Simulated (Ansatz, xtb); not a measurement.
Relative energy of two isomers of CH3F3GeS

Structure a is `[F][Ge]([F])([F])[CH2]S`, a singlet and structure b is `C[S][Ge]([F])([F])[F]`, a singlet. Both are isolated molecules in the gas phase, relaxed with PBE0-D4/def2-SVP; the shapes shown needn't be the lowest conformers.

a (Å):

```xyz
9

C    -0.7978   -0.6633   -1.0287
F    -3.0477   -0.3231    1.0100
F    -0.5970    0.7533    1.5960
F    -2.2068    1.9424   -0.2771
Ge   -1.6744    0.4191    0.3015
S    -1.8911   -0.9924   -2.4395
H    -0.4965   -1.5892   -0.5142
H     0.1087   -0.1123   -1.3246
H    -1.0195   -1.7738   -3.1129
```

b (Å):

```yaml
atoms:
  - { symbol: C, position_ang: [-0.0920, -1.2236, 0.9632] }
  - { symbol: F, position_ang: [-0.9189, 0.4743, -1.9994] }
  - { symbol: F, position_ang: [1.2740, 2.1336, -1.7926] }
  - { symbol: F, position_ang: [-0.6910, 2.0975, 0.1467] }
  - { symbol: Ge, position_ang: [0.2407, 1.1028, -0.8991] }
  - { symbol: S, position_ang: [1.3464, -0.4315, 0.1544] }
  - { symbol: H, position_ang: [0.3252, -2.0395, 1.5674] }
  - { symbol: H, position_ang: [-0.7826, -1.6426, 0.2200] }
  - { symbol: H, position_ang: [-0.6134, -0.5174, 1.6222] }
```

Task: Estimate which is lower in electronic energy at CCSD(T)/def2-SVP + ΔMP2/def2-TZVPP, and by roughly how much.

Result: The CCSD(T)/def2-SVP + ΔMP2/def2-TZVPP calculation puts structure b lower, by 56.4 kJ/mol.

Level by level:

```tsv
level	geometry	E(b) − E(a) (kJ/mol)	departure from the last row (kJ/mol)	job, with rough time for the two
GFN2-xTB	GFN2-xTB	−106.4	−50.1	optimisation, 0.19 s
HF/STO-3G	GFN2-xTB	−56.2	+0.1	single point, 0.62 s
r2SCAN-D4/def2-SVP	GFN2-xTB	−61.1	−4.7	single point, 6 s
PBE0-D4/def2-SVP	PBE0-D4/def2-SVP	−61.2	−4.9	optimisation, 38 s
HF/def2-SVP	PBE0-D4/def2-SVP	−57.9	−1.5	part of the CCSD(T) run
MP2/def2-SVP	PBE0-D4/def2-SVP	−58.2	−1.8	part of the CCSD(T) run
CCSD(T)/def2-SVP	PBE0-D4/def2-SVP	−56.7	−0.4	single point
CCSD(T)/def2-SVP + ΔMP2/def2-TZVPP	PBE0-D4/def2-SVP	−56.4		single point, 71 s
```

As drawn, b has 1 Ge–S, 1 C–H in place of 1 C–Ge, 1 S–H.

None of the levels shown reverses the order. The largest departure from CCSD(T)/def2-SVP + ΔMP2/def2-TZVPP is that of GFN2-xTB, 50.1 kJ/mol. The last row adds to CCSD(T) the change of the MP2 difference between the two basis sets, here +0.4 kJ/mol.

With thermal terms from frequencies at re-optimised GFN2-xTB minima (ideal gas, soft modes damped towards free rotors, one conformer each, 298.15 K, 1 atm): on the last row, ΔE + ΔZPE = −47.1, ΔH = −47.0, ΔG = −46.9 kJ/mol.

The correlated steps freeze 18 core orbitals; the filled d shell of Ge is correlated, in a basis made for valence electrons. Run with Ansatz 0.2.0, xtb 6.7.1; the last row on 2 threads of Arm Neoverse V1 on a shared host.

The thioether-like isomer CH3–S–GeF3 lies clearly below the thiol F3Ge–CH2–SH. Both keep the C–S bond and three Ge–F bonds, so the difference comes down to trading Ge–C and S–H for Ge–S and C–H. The main gain is probably the replacement of a relatively weak S–H bond by a stronger C–H bond, with germanium's affinity for sulfur keeping the cost of giving up Ge–C small.

Hartree–Fock already gives nearly the whole preference, which suggests that correlation contributions largely cancel between the isomers. The close match of HF/STO-3G must owe much to error cancellation in so small a basis. GFN2-xTB exaggerates the gap through its energy rather than its geometry, since r2SCAN-D4 on the same structures gives −61.1 kJ/mol.

Zero-point energy narrows the gap, as expected when a soft S–H stretch gives way to a stiffer C–H stretch, while entropy hardly matters. The preference is thermodynamic and says nothing about the barrier to germyl migration from carbon to sulfur.
